\paragraph{Problem.} One CuO$_2$ layer of La$_{2-x}$Sr$_x$CuO$_4$ is modelled by the $t$--$J$ Hamiltonian on a square lattice of $N$ sites, with electron density $n=1-x$ per site and wave vectors in units of the inverse lattice constant:
\begin{equation}
H=-t\sum_{\langle ij\rangle\sigma}P\,(c^\dagger_{i\sigma}c_{j\sigma}+{\rm h.c.})\,P+J\sum_{\langle ij\rangle}\left({\bf S}_i\cdot{\bf S}_j-\tfrac14 n_in_j\right). \tag{1}
\end{equation}
Each bond is counted once and $P$ removes doubly occupied sites. Typical inputs, all assumed: $t=400$ meV, $J/t=0.3$ (so $J=120$ meV), layer spacing $d=6.6$ \AA, and, only for sizing a neglected term, $t'/t=-0.15$. The trial state is $P|\Psi_0\rangle$ with $|\Psi_0\rangle$ a uniform, non-magnetic BCS state at $T=0$. (a) Derive the renormalisation factors and evaluate them at $x=0.15$. (b) Resolve the exchange into pairing channels and obtain the self-consistency equations. (c) Solve them at $x=0$ and relate the result to the $\pi$-flux state. (d) Find the slope of the $d$-wave amplitude at $x\to0$. (e) Solve at $x=0.15$ on the mesh $k_x=2\pi i/16$, $k_y=2\pi(j+\frac12)/16$, $i,j=0,\dots,15$, and give the gap, the order parameter, the phase stiffness and the penetration depth.

\paragraph{Note 1: the counting, done on one site.} The scheme is that of Zhang, Gros, Rice and Shiba (1988). Let $\rho=n/2=(1-x)/2$. In $|\Psi_0\rangle$ a site is empty with probability $(1-\rho)^2$ and holds one electron of given spin with probability $\rho(1-\rho)$; after projection these must be $x$ and $\rho$. Write the projector as a product of site factors $P_i=\lambda_0|0\rangle\langle0|+\lambda_1\sum_\sigma|\sigma\rangle\langle\sigma|$. At fixed $N_e$ the weights multiply the state by a constant, so they are free, and the choice
\begin{equation}
\lambda_0^2=\frac{x}{(1-\rho)^2},\qquad \lambda_1^2=\frac{1}{1-\rho} \tag{2}
\end{equation}
reproduces the required probabilities. It does one more thing. With $\delta n_\sigma=n_\sigma-\rho$, the term of $P_i^2$ linear in $\delta n_\sigma$ has the coefficient $-\lambda_0^2(1-\rho)+\lambda_1^2(1-2\rho)=0$, because $1-2\rho=x$. Hence $P_i^2=1+O(\delta n_\uparrow\delta n_\downarrow)$, and spectator sites drop out at lowest order in intersite contractions. On the sites where an operator acts,
\begin{equation}
P_ic_{\sigma}P_i=\lambda_0\lambda_1(1-\rho)\,c_\sigma\!\left[1-\frac{\delta n_{\bar\sigma}}{1-\rho}\right],\qquad P_i{\bf S}P_i=\lambda_1^2\,{\bf S}. \tag{3}
\end{equation}
A bond carries two such factors, and with $1-\rho=(1+x)/2$,
\begin{equation}
g_t=\frac{x}{1-\rho}=\frac{2x}{1+x},\qquad g_s=\frac{1}{(1-\rho)^2}=\frac{4}{(1+x)^2}. \tag{4}
\end{equation}
At $x=0.15$, $g_t=0.2609$ and $g_s=3.025$. The expansion of $P_i^2$ needs $\langle c_{i\uparrow}c_{i\downarrow}\rangle_0=0$. A $d$-wave state has this by symmetry; a doped extended-$s$ state does not, and (4) cannot simply be carried over to it.

\paragraph{Note 2: the normalisation of $b$.} The identity ${\bf S}_i\cdot{\bf S}_j-\frac14n_in_j=-b^\dagger_{ij}b_{ij}$ holds for the normalised operator $b_{ij}=(c_{i\downarrow}c_{j\uparrow}-c_{i\uparrow}c_{j\downarrow})/\sqrt2$: the left side is $-\frac34-\frac14=-1$ on a singlet and $\frac14-\frac14=0$ on a triplet. Since $\sum_ib_{i,i+\hat x}=\sqrt2\sum_{\bf k}\cos k_x\,p_{\bf k}$ with $p_{\bf k}=c_{-{\bf k}\downarrow}c_{{\bf k}\uparrow}$, the part with zero pair momentum is
\begin{equation}
-\frac{2J}{N}\sum_{{\bf kk}'}(\cos k_x\cos k_x'+\cos k_y\cos k_y')\,p^\dagger_{\bf k}p_{{\bf k}'}=-\frac{J}{N}\sum_{{\bf kk}'}(\gamma_s\gamma_s'+\gamma_d\gamma_d')\,p^\dagger_{\bf k}p_{{\bf k}'}, \tag{5}
\end{equation}
with $\gamma_{s,d}=\cos k_x\pm\cos k_y$. The two channels have equal coupling, so the interaction alone does not select $d$-wave; Note 5 shows what does.

\paragraph{Note 3: where the $n_in_j$ term goes.} Define real bond amplitudes $\chi=\sum_\sigma\langle c^\dagger_{i\sigma}c_{j\sigma}\rangle_0$ and $\Delta_{ij}=\sqrt2\langle b_{ij}\rangle_0=\pm\Delta$ on $x$ and $y$ bonds. Wick's theorem gives $-(\chi/2)^2$ for each equal-spin and $+(\Delta/2)^2$ for each opposite-spin density correlation, so
\begin{equation}
\langle{\bf S}_i\cdot{\bf S}_j\rangle_0=-\tfrac38(\chi^2+\Delta^2),\qquad \langle n_in_j\rangle_0=n^2+\tfrac12(\Delta^2-\chi^2). \tag{6}
\end{equation}
Of the coupling $J$ in (5), three quarters come from the spin term and one quarter from the density term, and they renormalise differently. The projected hole density is $\lambda_0^2(1-n_\uparrow)(1-n_\downarrow)=x-g_t\,\delta n+\dots$, so the connected part of $\langle n_in_j\rangle$ carries $g_t^2$. Its pairing energy relative to that of the spin term is $(g_t^2/8)/(3g_s/8)=x^2/3=0.0075$ at $x=0.15$, and it is dropped. Keeping it with factor one would give $(1+x)^2/12=0.110$ and a density correlation at $x=0$, where $n_in_j=1$ cannot fluctuate.

\paragraph{Note 4: the equations.} With two bonds per site, and the constant $-Jn^2/2$ left out,
\begin{equation}
e=-4g_tt\chi-\tfrac34g_sJ(\chi^2+\Delta^2). \tag{7}
\end{equation}
Varying $|\Psi_0\rangle$ at fixed $n$, with multiplier $\tilde\mu$, gives a BCS problem with $E_{\bf k}=(\xi_{\bf k}^2+\Delta_{\bf k}^2)^{1/2}$,
\begin{equation}
\xi_{\bf k}=-2t_{\rm eff}\gamma_s-\tilde\mu,\quad t_{\rm eff}=g_tt+\tfrac38g_sJ\chi,\qquad \Delta_{\bf k}=\Delta_0\gamma_d,\quad\Delta_0=\tfrac34g_sJ\Delta, \tag{8}
\end{equation}
and, with $\langle\cdot\rangle$ the zone average,
\begin{equation}
x=\left\langle\frac{\xi}{E}\right\rangle,\qquad \chi=-\frac12\left\langle\gamma_s\frac{\xi}{E}\right\rangle,\qquad \Delta=\frac12\left\langle\gamma_d\frac{\Delta_{\bf k}}{E}\right\rangle. \tag{9}
\end{equation}
The averages do not change when all energies are rescaled, so they depend on two numbers only, $\delta=\Delta_0/2t_{\rm eff}$ and $m=\tilde\mu/2t_{\rm eff}$. Dividing the definitions in (8) closes the problem:
\begin{equation}
\delta=\frac{\Delta}{\chi+\tau},\qquad \tau=\frac{g_tt}{\frac38g_sJ}=\frac43\,x(1+x)\,\frac tJ. \tag{10}
\end{equation}
Apart from the filling condition, doping and $J/t$ enter through $\tau$ alone. At a node the gradients of $\gamma_s$ and $\gamma_d$ have equal length, so $\delta$ is also the velocity ratio $v_\Delta/v_F$.

\paragraph{Note 5: half filling.} At $x=0$, $\tau=0$ and $m=0$. The shift $k_y\to k_y+\pi$ exchanges $\gamma_s$ and $\gamma_d$, so $\delta=1$, $\chi=\Delta\equiv\chi_0$ solves (9) and (10). Since $\gamma_s^2+\gamma_d^2=2r^2$ with $r=(\cos^2k_x+\cos^2k_y)^{1/2}$, adding the last two equations of (9) gives $2\chi_0=\frac{\sqrt2}{2}\langle r\rangle$. Quadrature gives $\langle r\rangle=0.9581$, and
\begin{equation}
\chi_0=\tfrac{\sqrt2}{4}\langle r\rangle=0.3387,\qquad E_{\bf k}=3\sqrt2\,J\chi_0\,r=1.437\,J\,r=172\ {\rm meV}\times r. \tag{11}
\end{equation}
Then $\Delta_0=3J\chi_0=122$ meV, $E_{(\pi,0)}=6J\chi_0=244$ meV, and $e=-6J\chi_0^2=-0.688\,J=-82.6$ meV per site. For extended-$s$ pairing both $\xi$ and the gap are proportional to $\gamma_s$; the on-site amplitude $\propto\langle{\rm sgn}\,\gamma_s\rangle$ vanishes here, so (7) applies. One finds $(\chi^2+\Delta^2)^{1/2}=\frac12\langle|\gamma_s|\rangle=4/\pi^2=0.4053$ and $e=-0.493\,J=-59.1$ meV. The form factor $\gamma_s$ vanishes on the whole half-filled Fermi surface and opens no gap, while $\gamma_d$ leaves four nodal points. That is the selection rule missing from (5).

\paragraph{Note 6: why the $\pi$-flux state has the same spectrum.} Take $\Delta=0$ and $\chi_{ij}=|\chi|e^{\pm i\pi/4}$, with the phases adding to $\pm\pi$ round alternate plaquettes. The hopping $\frac32J|\chi|$ between the sublattices gives bands $\pm3J|\chi|\,|e^{i\pi/4}\cos k_x+e^{-i\pi/4}\cos k_y|=\pm3J|\chi|\,r$. Filling the lower band gives $-3J|\chi|\langle r\rangle$ per site, which must equal two bonds times $-\frac32J\cdot2|\chi|^2$. Thus $|\chi|=\langle r\rangle/2=0.4790=\sqrt2\chi_0$, and spectrum and energy coincide with (11). The reason is a local SU(2) symmetry (Affleck, Zou, Hsu and Anderson, 1988). Rotations of the doublet $(c_{i\uparrow},c^\dagger_{i\downarrow})$ mix the empty and doubly occupied states and leave singly occupied ones alone, and only those survive projection at $x=0$. In that basis the $d$-wave bonds are matrices $U_{x,y}=\chi\tau_3\pm\Delta\tau_1$, and
\begin{equation}
U_xU_y=(\chi^2+\Delta^2)\,e^{-2i\vartheta\tau_2},\qquad\tan\vartheta=\Delta/\chi. \tag{12}
\end{equation}
The plaquette product $(U_xU_y)^2$ has eigenvalue phases $\pm4\vartheta$, which no rotation can change; at $\chi=\Delta$ it equals $-(\sqrt2\chi)^4$ times the unit matrix, the value for flux $\pi$. The two mean fields describe one projected state, which is an insulator. A finite $\Delta$ therefore cannot by itself be the superconducting order parameter. Doping lifts the degeneracy because the term $g_tt$ rewards only the real part of $\chi$.

\paragraph{Note 7: (7) is not a variational bound.} On an isolated bond with two electrons in the bonding orbital, $\chi=1$ and $g_s\langle{\bf S}_i\cdot{\bf S}_j\rangle_0=-\frac32$, twice the lowest eigenvalue $-\frac34$. A lattice of such dimers has $e=-0.75\,J=-90$ meV, below the $d$-wave value. This is a failure of the lowest-order counting at large $\chi$, and it means that energies from (7) may be compared only between states with similar bond amplitudes. The restriction to non-magnetic states also excludes the N\'eel order of the undoped compound, so $x=0$ is a formal end point of the calculation.

\paragraph{Note 8: why $\Delta$ falls.} Particle--hole symmetry makes $x$ odd in $m$ and $\chi,\Delta$ even, and $\partial x/\partial m$ is finite, so to first order in $x$ one may set $m=0$. Differentiating (9) at $\delta=1$,
\begin{equation}
\frac{d\Delta}{d\delta}=-\frac{d\chi}{d\delta}=K=\frac12\left\langle\frac{\gamma_s^2\gamma_d^2}{(2r^2)^{3/2}}\right\rangle=\frac{\sqrt2}{8}\left(\langle r\rangle-W\right),\qquad W=\left\langle\frac{4\cos^2k_x\cos^2k_y}{r^3}\right\rangle, \tag{13}
\end{equation}
where $\gamma_s^2\gamma_d^2=r^4-4\cos^2k_x\cos^2k_y$ was used. Put $\delta=1-\eta$ in (10): $(1-\eta)(\chi_0+K\eta+\tau)=\chi_0-K\eta$ gives $\eta=\tau/(\chi_0-2K)$, and $\chi_0-2K=\frac{\sqrt2}{4}W$. Both $K$ and $W$ are averages of non-negative functions, so the sign is fixed for any $J/t$:
\begin{equation}
\frac{d\Delta}{d\tau}=-\frac{d\chi}{d\tau}=-\frac{\langle r\rangle-W}{2W}=-0.231,\qquad W=0.655. \tag{14}
\end{equation}
For $J/t=0.3$, $\tau\simeq4.44\,x$, so $d\Delta/dx=-1.03$. Hopping favours $\chi$, and pairing smears the momentum distribution on which $\chi$ depends. The expansion parameter is $\eta\simeq19\,x$, so the straight line holds only for about the first per cent of doping; at $x=0.15$ it would give $\Delta=0.162$, and the full equations are needed.

\paragraph{Note 9: the solution at $x=0.15$.} Here $\tau=0.7667$. The mesh, periodic along $x$ and antiperiodic along $y$, has no point on the diagonal $k_x=\pm k_y$ where $\gamma_d=0$; the summands in (9) are symmetric in $k_x\leftrightarrow k_y$, so the sums average over the two bond directions. Newton iteration on the filling condition and (10) gives $\delta=0.184$ and $m=-0.197$. With these rounded values the sums return
\begin{equation}
x=0.150,\qquad\chi=0.387,\qquad\Delta=0.212,\qquad \frac{\Delta}{\chi+\tau}=0.184. \tag{15}
\end{equation}
The zone integrals at the same $\delta$ and $m$ are $0.15$, $0.39$ and $0.21$, within 3 per cent of the mesh sums; the third figure belongs to the mesh. In energy units $g_tt=104$ meV and $\frac38g_sJ=136$ meV, so
\begin{equation}
t_{\rm eff}=104+136\times0.387=157\ {\rm meV},\quad \Delta_0=2\times136\times0.212=58\ {\rm meV},\quad\tilde\mu=-62\ {\rm meV}. \tag{16}
\end{equation}
A third of the effective hopping is exchange. The fall of $\Delta_0$ from 122 to 58 meV is the product of a factor $0.76$ from $g_s$ and $0.63$ from $\Delta$. The surface $\xi=0$, that is $\gamma_s=-m$, cuts the line from $(0,0)$ to $(\pi,0)$ where $|\gamma_d|=2+m=1.803$, and the gap there is $0.10$ eV. At the antinode, $E_{(\pi,0)}=(62^2+116^2)^{1/2}$ meV $=0.13$ eV.

\paragraph{Note 10: which chemical potential.} The multiplier $\tilde\mu$ fixes the underlying Fermi surface, but it is not $de/dn$, since $g_t$ and $g_s$ depend on $n$. The hopping part of the extra term alone is $4t\chi\,dg_t/dx=8t\chi/(1+x)^2=0.94$ eV, far larger than $|\tilde\mu|$. For the BCS--BEC question the relevant quantity is $\tilde\mu$. Nodes require $\gamma_d=0$ and $2\cos k=-m$ together, so they exist while $|m|<2$ and merge at the zone centre when $\tilde\mu$ reaches the band bottom, $-4t_{\rm eff}=-628$ meV. With $m=-0.197$ the state has a large Fermi surface and lies on the BCS side, although its gap is a sizeable fraction of $t_{\rm eff}$. The small carrier number shows up in the phase stiffness instead.

\paragraph{Note 11: the order parameter.} In a state of fixed particle number, order is defined by $2\langle b^\dagger_{ij}b_{kl}\rangle\to\Phi^2$ at large separation of the bonds, up to the $d$-wave sign. Each of the four operators takes a factor $\sqrt{g_t}$ from (3), so
\begin{equation}
\Phi=g_t\Delta\simeq2\chi_0x=0.677\,x\quad(x\to0),\qquad \Phi(0.15)=0.2609\times0.212=0.055. \tag{17}
\end{equation}
A pair can be moved only on to two empty sites, with probability of order $x^2$, which is the order of $\Phi^2$. The stiffness behaves in the same way. A gradient of the pair phase $\theta$ puts a phase $\varphi=a\,\partial_x\theta/2$ on each hop along $x$ ($a$ the lattice constant) and none on the exchange term. The term linear in $\varphi$ is $\propto\sum_{\bf k}\sin k_x(n_{{\bf k}\uparrow}-n_{-{\bf k}\downarrow})$, which annihilates $|\Psi_0\rangle$, so within this theory only $-2g_tt\chi\cos\varphi$ contributes at $T=0$. Matching to $\frac12\rho_s(\partial_x\theta)^2$ per unit area, and then $\frac12(\rho_s/d)(2eA/\hbar)^2$ to $A^2/2\mu_0\lambda^2$ per unit volume,
\begin{equation}
\rho_s=\tfrac12g_tt\chi=20\ {\rm meV},\qquad \lambda=\left(\frac{\hbar^2d}{4\mu_0e^2\rho_s}\right)^{1/2}=0.13\ \mu{\rm m}. \tag{18}
\end{equation}
As $x\to0$ the gap tends to its largest value while $\rho_s\propto x$ vanishes.

\paragraph{Note 12: what was left out, and how large it is.} The bracket in (3) corrects $g_t$ at relative order $[\chi/2(1-\rho)]^2=[\chi/(1+x)]^2=0.11$, so two figures are the most the factors (4) support. A second-neighbour hopping adds $-4g_tt'\cos k_x\cos k_y$ to $\xi_{\bf k}$, of size $4g_t|t'|=63$ meV at $(\pi,0)$. This equals $|\tilde\mu|$ in size, so $E_{(\pi,0)}$ and the shape of the Fermi surface near the antinode are not robust. The three-site hopping that accompanies $J$ in the expansion of the Hubbard model has amplitude $J/4=30$ meV per path against $t=400$ meV. Magnetic and stripe order are excluded by the trial state.

\paragraph{Answer.} For the model at $x=0.15$: $g_t=0.2609$, $g_s=3.025$, $\chi=0.39$, $\Delta=0.21$, $\Phi=0.055$, a gap of $0.10$ eV on the underlying Fermi surface near the antinode, $\rho_s=20$ meV and $\lambda=0.13\ \mu$m. These numbers are the model's and rest on the assumed $t$, $J$ and $d$. As typical knowledge, not as a measurement, optimally doped La$_{2-x}$Sr$_x$CuO$_4$ has a superconducting gap of roughly 10 to 20 meV and an in-plane penetration depth of roughly 0.20 to 0.25 $\mu$m; the model's gap is thus too large by a factor of 5 to 10 and its $\lambda$ too short by about 35 to 48 per cent. What does not depend on the inputs is the pair of trends in (14) and (17): $\Delta$ decreases from its half-filled value for any $J/t$, and $\Phi$ and $\rho_s$ start from zero linearly in $x$.